**Assigning Ga2+ to Kr2+ from the total energy and its parts**

The table holds total, kinetic, electron-nucleus and electron-electron energies of six doubly charged ions from Dirac-Coulomb Hartree-Fock at the basis limit, averaged over the configuration, with a Fermi nucleus. The program ranks the rows by energy and estimates Z without fitted parameters from the Thomas-Fermi formula with Scott and Schwinger terms, after removing a relativistic part estimated as −(T + E)/2. It finds every Z to within 0.01, while the leading term alone misassigns all rows. Hellmann-Feynman differences confirm the numbering and locate the change from 4s to 4p filling, and the Dirac virial theorem closes for the three rows checked. The smooth formula gives the size of −Vee/Vne but only 0.0006 of its fall of 0.0021.

Doubly charged ions from Ga2+ to Kr2+, computed with B-spline radial code 1: Dirac-Coulomb Hartree-Fock at the basis-set limit, with a spherical atom, an average over the configuration of nl shells and a Fermi nucleus. The kinetic energy is the expectation value of c α·p + (β − 1)c².

## The fit in Python

```python
# Table: total energy and its parts (hartree) of Ga2+..Kr2+, B-spline radial code, Dirac-Coulomb
# Hartree-Fock, nl average, Fermi nucleus. Tested: assignment of unlabelled rows from the values
# (order, Thomas-Fermi+Scott+Schwinger estimate of Z, Hellmann-Feynman steps, Dirac virial theorem).
T = {
    'ion': ['Ga2+', 'Ge2+', 'As2+', 'Se2+', 'Br2+', 'Kr2+'],
    'Z': [31, 32, 33, 34, 35, 36],
    'N': [29, 30, 31, 32, 33, 34],
    'configuration': ['[Ar] 3d10 4s1', '[Ar] 3d10 4s2', '[Ar] 3d10 4s2 4p1', '[Ar] 3d10 4s2 4p2', '[Ar] 3d10 4s2 4p3', '[Ar] 3d10 4s2 4p4'],
    'E': [-1941.674, -2096.661, -2258.499, -2427.507, -2603.798, -2787.487],  # hartree
    'T': [1981.24, 2142.12, 2310.5, 2486.76, 2671.08, 2863.64],  # hartree
    'Vne': [-4667.9, -5042.1, -5431.47, -5838.59, -6263.88, -6707.7],  # hartree
    'Vee': [744.984, 803.313, 862.472, 924.326, 988.993, 1056.58],  # hartree
    'ratio': [0.1596, 0.1593, 0.1588, 0.1583, 0.1579, 0.1575],
}
import numpy as np
from scipy.optimize import brentq
from scipy.constants import alpha, physical_constants as pc
eV = pc['Hartree energy in eV'][0]; a0 = pc['Bohr radius'][0]*1e15; c2 = 1/alpha**2
o = np.argsort(-np.array(T['E']))
E, K, Vn, Ve, Z, N = (np.array(T[k], float)[o] for k in ('E', 'T', 'Vne', 'Vee', 'Z', 'N'))
ion = [T['ion'][i] for i in o]; r = -Ve/Vn; G = K+E; Enr = E+G/2
print("rows ranked by |E|; energies in hartree; rounding: E 0.0005, T and Vne 0.005, printed ratio 0.00005")
print("largest |T+Vne+Vee-E| = %.3f" % abs(K+Vn+Ve-E).max())
print("rank  -E/T  T+E  (T+E)/2|E| %  -Vee/Vne  Vne/E  | label  N/Z")
for i in range(6):
    print("%d  %.4f  %.2f  %.2f  %.5f  %.4f  | %s  %.4f" % (i+1, -E[i]/K[i], G[i], 50*G[i]/-E[i], r[i], Vn[i]/E[i], ion[i], N[i]/Z[i]))
a, b = 0.768745, 0.269900  # theoretical Thomas-Fermi and Dirac-Schwinger coefficients
f = lambda z: -a*z**(7/3)+0.5*z**2-b*z**(5/3)
inv = lambda e: brentq(lambda z: f(z)-e, 5, 90)
Ze = np.array([inv(e) for e in Enr])
print("rank  Z(leading term)  Z(3 terms, raw E)  E+(T+E)/2  Z(from it)  misfit to formula  | true Z")
for i in range(6):
    print("%d  %.2f  %.2f  %.2f  %.3f  %+.2f  | %d" % (i+1, (-E[i]/a)**(3/7), inv(E[i]), Enr[i], Ze[i], Enr[i]-f(Z[i]), Z[i]))
print("largest error in Z %.3f; largest misfit %.2f hartree" % (abs(Ze-Z).max(), abs(Enr-f(Z)).max()))
dE, dVn, dVe = np.diff(E), np.diff(Vn), np.diff(Ve)
print("step  dE  dVne  dVee  dVee/|dVne|  change of ratio")
for i in range(5):
    print("%d-%d  %.3f  %.2f  %.2f  %.4f  %+.5f" % (i+1, i+2, dE[i], dVn[i], dVe[i], -dVe[i]/dVn[i], r[i+1]-r[i]))
print("second differences of |Vne|:", np.round(-np.diff(dVn), 2), " of Vee:", np.round(np.diff(dVe), 2))
def rem(z0):
    h = Vn/(z0+np.arange(6)); return dE-(h[1:]+h[:-1])/2
# further outputs of the same runs: ionisation energies (eV), Ga2+..Kr2+
IE = np.array([29.62727, 32.21172, 27.3703, 30.20871, 33.10973, 36.07806])/eV
print("dE - mean(Vne/Z) for first Z = 30, 31, 32; ionisation energy of heavier ion; quotient (Z=31)")
for i in range(5):
    print("%d-%d  %+.3f  %+.3f  %+.3f  IE %.3f  %.2f" % (i+1, i+2, rem(30)[i], rem(31)[i], rem(32)[i], IE[i+1], -rem(31)[i]/IE[i+1]))
print("changes of the Z=31 remainder:", np.round(np.diff(rem(31)), 3))
p = np.polyfit(np.log(Z), np.log(G), 1)[0]
print("log slopes against Z: T+E %.2f, |E| %.2f; (Z alpha)^2 from %.3f to %.3f" % (p, np.polyfit(np.log(Z), np.log(-E), 1)[0], (Z[0]*alpha)**2, (Z[-1]*alpha)**2))
# further outputs: small-component weights 1s..4p3/2, nuclear rms radius (fm), density at nucleus, <1/r> of n=4
W = {1: ([0.01339982, 0.00261756, 0.002582647, 0.002532098, 0.0005917456, 0.0005382968, 0.0005257967, 0.0004022094, 0.0003980881, 6.763731e-05, 0, 0], 4.0742, 31140.05, [0.6438654, 0, 0]),
     3: ([0.01517821, 0.003003044, 0.002969152, 0.002904224, 0.0007066847, 0.0006516305, 0.0006355538, 0.0005144378, 0.0005093477, 9.759797e-05, 7.487533e-05, 7.320424e-05], 4.14, 38949.51, [0.7562474, 0.6478893, 0.637848]),
     4: ([0.01611098, 0.003206443, 0.003173207, 0.003100029, 0.0007691465, 0.000713342, 0.000695182, 0.000574318, 0.0005686345, 0.0001139919, 8.904143e-05, 8.682475e-05], 4.1629, 43420.47, [0.8108346, 0.7010325, 0.6890262])}
print("ion  -2c^2 sum(small weights)  minus E  finite-nucleus term R dE/dR  n=4 share of Vne %")
for i, (w, R, rho, u) in W.items():
    n = N[i]-30; q = np.array([2, 2, 2, 4, 2, 2, 4, 4, 6, 2, n/3, 2*n/3])
    M = -2*c2*np.dot(q, w); fn = 4*np.pi/3*Z[i]*rho*(R/a0)**2
    print("%s  %.3f  %.3f  %.3f  %.1f" % (ion[i], M, M-E[i], fn, -100*Z[i]*np.dot(q[9:], u)/Vn[i]))
    assert abs(M-E[i]-fn) < 0.01
print("Z(<1/r>4s - <1/r>4p): Se2+ %.1f, Br2+ %.1f hartree" % tuple(Z[i]*(W[i][3][0]-(W[i][3][1]+2*W[i][3][2])/3) for i in (3, 4)))
g = lambda z: (a*z**(7/3)-b*z**(5/3))/3/(7/3*a*z**(7/3)-z**2+5/3*b*z**(5/3))
print("ratio from the formula (neutral, nonrelativistic): %.4f to %.4f, change %+.4f" % (g(Z[0]), g(Z[-1]), g(Z[-1])-g(Z[0])))
print("ratio in the table: %.4f to %.4f, change %+.4f; Thomas-Fermi 1/7 = %.4f" % (r[0], r[-1], r[-1]-r[0], 1/7))
# further outputs: F2(4p3/2,4p3/2) in eV; Gaunt plus retardation of the end rows
print("Hund term below average, fixed orbitals: Se2+ %.3f, Br2+ %.3f, Kr2+ %.3f hartree" % (3/25*6.489629/eV, 9/25*6.954493/eV, 3/25*7.409444/eV))
B = (0.938505-0.08665834, 1.577444-0.1512317)
print("Breit (not in E): %.2f to %.2f hartree, %.5f to %.5f of |Vne|" % (B[0], B[1], -B[0]/Vn[0], -B[1]/Vn[-1]))
assert np.all(np.rint(Ze) == Z) and 4 < p < 5
assert np.all(np.diff(r) < 0) and np.argmax(np.diff(r)) == 0 and np.all(np.diff(N/Z) > 0)
assert np.all(-rem(31) > IE[1:]/2) and np.all(-rem(31) < IE[1:]) and np.all(rem(30) > 0)
```

It prints:

```
rows ranked by |E|; energies in hartree; rounding: E 0.0005, T and Vne 0.005, printed ratio 0.00005
largest |T+Vne+Vee-E| = 0.009
rank  -E/T  T+E  (T+E)/2|E| %  -Vee/Vne  Vne/E  | label  N/Z
1  0.9800  39.57  1.02  0.15960  2.4041  | Ga2+  0.9355
2  0.9788  45.46  1.08  0.15932  2.4048  | Ge2+  0.9375
3  0.9775  52.00  1.15  0.15879  2.4049  | As2+  0.9394
4  0.9762  59.25  1.22  0.15831  2.4052  | Se2+  0.9412
5  0.9748  67.28  1.29  0.15789  2.4057  | Br2+  0.9429
6  0.9734  76.15  1.37  0.15752  2.4064  | Kr2+  0.9444
rank  Z(leading term)  Z(3 terms, raw E)  E+(T+E)/2  Z(from it)  misfit to formula  | true Z
1  28.72  31.13  -1921.89  30.994  +0.91  | 31
2  29.68  32.14  -2073.93  31.998  +0.31  | 32
3  30.64  33.16  -2232.50  33.001  -0.13  | 33
4  31.60  34.18  -2397.88  34.004  -0.63  | 34
5  32.57  35.20  -2570.16  35.007  -1.18  | 35
6  33.53  36.22  -2749.41  36.010  -1.79  | 36
largest error in Z 0.010; largest misfit 1.79 hartree
step  dE  dVne  dVee  dVee/|dVne|  change of ratio
1-2  -154.987  -374.20  58.33  0.1559  -0.00028
2-3  -161.838  -389.37  59.16  0.1519  -0.00053
3-4  -169.008  -407.12  61.85  0.1519  -0.00048
4-5  -176.291  -425.29  64.67  0.1521  -0.00042
5-6  -183.689  -443.82  67.59  0.1523  -0.00037
second differences of |Vne|: [15.17 17.75 18.17 18.53]  of Vee: [0.83 2.7  2.81 2.92]
dE - mean(Vne/Z) for first Z = 30, 31, 32; ionisation energy of heavier ion; quotient (Z=31)
1-2  +4.136  -0.915  -5.656  IE 1.184  0.77
2-3  +4.353  -0.760  -5.568  IE 1.006  0.76
3-4  +4.322  -0.851  -5.725  IE 1.110  0.77
4-5  +4.288  -0.945  -5.884  IE 1.217  0.78
5-6  +4.251  -1.043  -6.046  IE 1.326  0.79
changes of the Z=31 remainder: [ 0.155 -0.091 -0.094 -0.097]
log slopes against Z: T+E 4.38, |E| 2.42; (Z alpha)^2 from 0.051 to 0.069
ion  -2c^2 sum(small weights)  minus E  finite-nucleus term R dE/dR  n=4 share of Vne %
Ge2+  -2096.636  0.025  0.025  0.8
Se2+  -2427.473  0.034  0.034  1.6
Br2+  -2603.759  0.039  0.039  2.1
Z(<1/r>4s - <1/r>4p): Se2+ 3.9, Br2+ 4.1 hartree
ratio from the formula (neutral, nonrelativistic): 0.1625 to 0.1619, change -0.0006
ratio in the table: 0.1596 to 0.1575, change -0.0021; Thomas-Fermi 1/7 = 0.1429
Hund term below average, fixed orbitals: Se2+ 0.029, Br2+ 0.092, Kr2+ 0.033 hartree
Breit (not in E): 0.85 to 1.43 hartree, 0.00018 to 0.00021 of |Vne|
```
